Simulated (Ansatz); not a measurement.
## Ligand exchange: B(CH3)2(NH2) + Sn(NH2)2 → B(CH3)(NH2)2 + Sn(CH3)(NH2)

Gas-phase species: B(CH3)2(NH2), singlet; Sn(NH2)2, singlet; B(CH3)(NH2)2, singlet; Sn(CH3)(NH2), singlet. The partners trade CH3 for NH2: B–CH3 and Sn–NH2 bonds give way to B–NH2 and Sn–CH3.

Shapes, held fixed at every level: PBE0-D4/def2-TZVP. Flexible molecules stand in one conformer, not always the lowest. Programs: Ansatz 0.2.0. The zero-point and thermal change to 298 K, harmonic and unscaled (PBE0-D4/def2-TZVP), is +1.5 kJ/mol.

```csv
level,kind,ΔH(298 K) (kJ/mol),less CCSD(T)/def2-TZVPP
SPW92/def2-TZVPP,LDA,-26.4,-0.3
r2SCAN-D4/def2-TZVPP,meta-GGA,-22.0,+4.1
B3LYP-D4/def2-TZVPP,global hybrid,-24.2,+1.9
BHLYP-D4/def2-TZVPP,global hybrid,-26.5,-0.4
MP2/def2-SVP,perturbation theory,-30.8,-4.7
MP2/def2-TZVPP,perturbation theory,-24.9,+1.2
CCSD/def2-SVP,coupled cluster or CI,-33.6,-7.5
CCSD(T)/def2-TZVPP,coupled cluster or CI,-26.1,0.0
```

The highest level, CCSD(T)/def2-TZVPP, gives ΔH(298 K) = -26.1 kJ/mol; the levels span -33.6 to -22.0. The column of differences is taken from that level and isn't an error. No measured value is set beside it here. For atoms past krypton def2 sets carry core potentials with scalar relativity. Outer-core shells of Sn are correlated, in sets that cover them unevenly.

The exchange is exothermic at every level, so the second amino group favours boron and the methyl group goes to tin. The likely main reason is π donation: the nitrogen lone pair overlaps well with the compact empty 2p orbital on boron, but less well with the diffuse 5p orbital of Sn(II) across a longer bond. The gain is modest, probably because the amino group already on boron partly fills the same acceptor orbital, and because tin also gives up a strong, polar Sn–N bond.

The sign is secure across these methods, the magnitude less so. Enlarging the basis takes MP2 from -30.8 to -24.9 kJ/mol, which suggests that much of the offset of CCSD/def2-SVP comes from its small basis rather than from the missing triples. The closeness of SPW92 to CCSD(T) in a single reaction is no evidence of general accuracy. These enthalpies describe isolated monomers and needn't carry over to condensed phases, where small stannylenes can associate through amido bridges.
